**Question: If relativity in gold scales as 1/c², why does first-order theory get my 5d levels wrong?**

I have Dirac calculations for the gold atom and the Au⁺ ion in which the speed of light was multiplied by a factor, which I call f. A large f switches relativity off, and f below 1 exaggerates it.

The gold atom and the Au⁺ ion, calculated with Quantum ESPRESSO 7.5 (ld1.x) from the all-electron Dirac-Kohn-Sham equations with the PW91 functional, spherical densities, no spin polarisation and a point nucleus. The speed of light is multiplied by the factor shown. E(non-rel.) is the non-relativistic total energy for the same configuration, functional and nucleus.

| species | Z | charge (e) | electrons | configuration | factor on the speed of light | eigenvalue (5d3/2) (eV) | eigenvalue (5d5/2) (eV) | mean radius (5d3/2) (bohr) | mean radius (5d5/2) (bohr) | ε(5d5/2) − ε(5d3/2) (eV) | E(Dirac) − E(non-rel.) (hartree) |
| --- | --- | --- | --- | --- | --- | --- | --- | --- | --- | --- | --- |
| Au | 79 | 0 | 79 | [Xe] 4f14 5d10 6s1 | 0.85 | -7.8188 | -5.7369 | 1.5696 | 1.6938 | 2.082 | -1779.1 |
| Au | 79 | 0 | 79 | [Xe] 4f14 5d10 6s1 | 10.00 | -8.1226 | -8.1069 | 1.5774 | 1.5782 | 0.01568 | -9.8867 |
| Au+ | 79 | 1 | 78 | [Xe] 4f14 5d10 | 0.85 | -16.597 | -14.447 | 1.5318 | 1.6303 | 2.150 | -1779.0 |
| Au+ | 79 | 1 | 78 | [Xe] 4f14 5d10 | 1.00 | -16.375 | -14.806 | 1.5358 | 1.6060 | 1.569 | -1179.0 |
| Au+ | 79 | 1 | 78 | [Xe] 4f14 5d10 | 1.25 | -16.188 | -15.176 | 1.5401 | 1.5842 | 1.012 | -703.29 |
| Au+ | 79 | 1 | 78 | [Xe] 4f14 5d10 | 10.00 | -15.911 | -15.895 | 1.5479 | 1.5486 | 0.01597 | -9.8862 |

I wanted to know whether the cheap route would do: take the non-relativistic atom, keep its potential and orbitals, and add the relativistic terms of order 1/c² by first-order perturbation theory. Such terms must scale as 1/f², so I multiplied ε(5d5/2) − ε(5d3/2) by f². For Au⁺ I get 1.597, 1.581, 1.569 and 1.553 eV from f = 10 down to f = 0.85. That is nearly constant, and I took it as a licence for first-order theory.

Two things now bother me. The column E(Dirac) − E(non-rel.) doesn't pass the same test nearly as well. And the 5d5/2 level rises as relativity is turned on, although I thought that the first-order correction lowers every level. What can I trust, and where does the approximation break?

**Answer**

Only the Au⁺ row with f = 1 describes a real species; the other rows are fictitious and serve to show how things scale. The levels are Kohn-Sham eigenvalues, so they shouldn't be read as ionisation energies, nor their gap as a measured fine structure. The runs contain no Breit or QED terms, although the Breit term is also of order 1/c², so every error below is measured against this Dirac calculation, not against nature.

The cheap route makes two separate approximations. It cuts the expansion in 1/c² after the first term, and it freezes the potential. Your scaling test detects the first fault but is nearly blind to the second. The total energy suffers from the first, the 5d levels mainly from the second, and in the gap the errors largely cancel.

**The limit of weak relativity separates the two faults**

As f grows, everything beyond order 1/c² dies out faster than the first-order term. An error due to the cut must therefore vanish, relative to the first-order shift, by f = 10. An error that survives there after multiplication by f² is itself of order 1/c², so the first-order treatment has left something out.

The comparison needs the first-order corrections themselves. They come from further output of the same calculations, the non-relativistic runs, which list each orbital energy with and without its correction.

**Total energy: the series is cut too early**

The total energy is stationary with respect to small changes of the density. To first order it doesn't matter that the density was frozen, and the shift is simply the sum of the orbital corrections, each weighted by its number of electrons. For Au⁺ this sum is −988.2 hartree at f = 1. The f = 10 row, multiplied by f², gives −988.6 hartree. In the weak limit the method works, to about 0.1%: the f = 10 row still holds a trace of the higher orders, and the two-term form below puts the limit itself at −986.9 hartree.

At f = 1 the table has −1179.0 hartree, so first-order theory finds a shift that is 16% too small. At f = 0.85 it is 23% too small. The warning is in the table itself: multiplied by f², the shift of Au⁺ grows by 19% between f = 10 and f = 1, where a pure 1/c² effect would stay put.

The reason lies close to the nucleus. The 1s electrons supply 52% of the first-order sum, and all s and p1/2 electrons together 88%. For a 1s electron bound to a charge Z, the Dirac energy in atomic units is

E = c²[√(1 − x) − 1], with x = (Z/c)².

Take away the non-relativistic −Z²/2, and the relativistic shift is

ΔE = −(Z⁴/8c²)(1 + x/2 + 5x²/16 + …).

First-order theory keeps only the 1 in the bracket. That is harmless at f = 10, where x is about 0.003, but in real gold x is about 0.33.

Here is the estimate for f = 1. The first-order correction of 1s is −255.1 hartree per electron, which corresponds to a charge of 78.7 and x = 0.33. The full bracket is then 1.209. The part left out is 0.209 × 255.1 ≈ 53 hartree per electron, or about 107 hartree for the pair. The whole deficit is 1179.0 − 988.2 = 190.8 hartree, so the 1s shell explains somewhat more than half of it.

The same can be done for every subshell: choose the charge that reproduces its first-order correction, then use the full hydrogen-like Dirac formula. Nothing is fitted to the table, though the good result at f = 10 is built in, because the first-order sum already agrees there. Errors for Au⁺, relative to the tabulated shift (negative means too small):

| f | first order | only 1s treated fully | all subshells treated fully |
|---|---|---|---|
| 1.25 | −10.1% | −4.4% | −0.7% |
| 1.00 | −16.2% | −7.1% | −1.2% |
| 0.85 | −23.1% | −10.2% | −2.0% |

The last column is good but not perfect. At f = 1 it supplies 176.4 of the missing 190.8 hartree. My guess is that one reduced charge per subshell undervalues the s and p1/2 electrons beyond 1s, whose relativistic shift arises near the almost bare nucleus. The model also leaves out the readjustment of the density, which enters the total energy at order 1/c⁴, so the remainder is a net of both.

A second term, fitted to the table, removes most of the error but not all, even though its fitted coefficient absorbs part of the higher orders. A form A/f² + B/f⁴, fixed by the Au⁺ rows at f = 10 and f = 1.25, falls short by 1.5% at f = 1 and by 4.4% at f = 0.85, two rows that played no part in fixing it.

**5d levels: the potential should not have been frozen**

You remembered correctly: for 5d, first-order theory lowers both levels. In Au⁺ at f = 1 it moves 5d3/2 by −2.81 eV and 5d5/2 by −1.21 eV. The non-relativistic level lies at −15.907 eV, so the Dirac eigenvalues in the table have in fact moved by −0.47 and +1.10 eV. One shift is far too large, and the other has the wrong sign.

Could higher orders be to blame, as for the total energy? Look at f = 10, where they are negligible. The table's 5d5/2 eigenvalue of −15.895 eV is still above the non-relativistic one. Multiplied by f², the rise is about 1.2 eV, where first-order theory has a fall of 1.2 eV. The discrepancy is 2.40 eV, with an uncertainty from rounding of about 0.06 eV. At f = 1 it is 2.31 eV. It hasn't faded in the weak limit, so it belongs to order 1/c² itself.

This is why a clean 1/f² law was a false comfort. The neglected effect obeys the same law, and a correct power says nothing about a missing contribution, even one that reverses the sign.

What was neglected is the response of the other electrons. Relativity pulls the s and p1/2 shells inwards, and to a lesser degree p3/2. An electron at distance r from the nucleus is repelled by a spherical shell of charge at distance r′ with a potential 1/r′ if the shell lies outside it, and 1/r if the shell lies inside. Shrinking a shell can therefore raise the electrostatic repulsion felt by a 5d electron or leave it alone, but never lower it. The expansion of the 4f and 5d5/2 shells works the other way, and the exchange-correlation potential changes too, but the net result in the table is a better screened 5d electron whose level is pushed up. This is the indirect relativistic effect. An orbital energy, unlike the total energy, is not protected against a change of potential: it responds already in first order.

The neutral atom supports this picture. Its discrepancy for 5d5/2 at f = 10, again multiplied by f², is 3.00 eV, which is 0.60 eV more than in the ion. The atom has a 6s electron that the ion lacks, and further output shows that this orbital contracts: between the non-relativistic run and f = 10 its mean radius falls by an amount that, multiplied by f², is 0.47 bohr. Such a contraction can raise the repulsion felt by a 5d electron, which fits the sign of the extra 0.60 eV. The numbers don't isolate its share, though, since the other shells also readjust.

In the neutral atom the indirect effect even wins for both levels: 5d3/2 lies slightly above its non-relativistic position at f = 10 and at f = 0.85. In the ion it lies below in every row. Treat the atom's row at f = 0.85 with some care: further output shows that its highest occupied level is the filled 5d5/2, so the half-filled 6s level lies below it. The configuration there is imposed and doesn't fill the lowest levels first.

**Why the gap survives**

At f = 10 the two 5d orbitals have almost the same radial shape, and the change of the screening potential doesn't act on spin. It lifts both levels equally: in Au⁺ the discrepancies are 2.40 eV for each. In the difference they cancel. What remains is spin-orbit coupling, which for a d electron arises mostly near the nucleus and, for one element, should follow the mean value of 1/r³. The non-relativistic 5d orbitals give a ratio of 0.982 between atom and ion for that mean value, and the gaps at f = 10 have the same ratio.

At f = 1 first-order theory gives 1.598 eV for the gap of Au⁺, against 1.569 eV in the table, an error of 1.8%. At f = 0.85 the error is 2.8% for the ion and 4.3% for the atom. At these factors the two orbitals no longer look alike. At f = 1 the mean radius of 5d5/2 in Au⁺ is 3.7% larger than the non-relativistic 1.548 bohr, while that of 5d3/2 is 0.8% smaller. Two effects of order 1/c⁴ then pull in opposite directions. In a frozen potential the 5d3/2 orbital, lowered more, would contract and sink further, which widens the gap. The better screening lifts the compact 5d3/2 more than the diffuse 5d5/2, which narrows it. The table shows only their sum, a gap that grows a little more slowly than 1/f², and a small sum doesn't mean that either part is small.

**What to trust, and what to expect elsewhere**

For the gap, first-order theory is good to a few per cent here. For the total shift it needs the higher orders, and for the position of the 5d levels it needs a potential that is allowed to respond.

In a lighter atom the first fault shrinks quickly, since it is governed by (Z/c)². The second has no such reason to shrink in proportion, because direct and indirect shifts are both of order 1/c². Be most wary of d and f levels: their direct shift is small beside that of s and p1/2 levels, so the indirect shift can match or outweigh it.

One more limit: subtracting the printed shifts of Au and Au⁺ gives the relativistic change of the ionisation energy only to one digit, 0.1 hartree at f = 0.85 and 0.5 millihartree at f = 10. Further output has the ionisation energies themselves: 7.351 eV without relativity, 7.366 eV at f = 10 and 10.851 eV at f = 0.85. The changes, 0.0154 eV (0.57 millihartree) and 3.50 eV (0.129 hartree), agree with those digits. Single totals of this program lie up to 0.9 millihartree low, but such an offset should largely cancel between runs with the same functional.
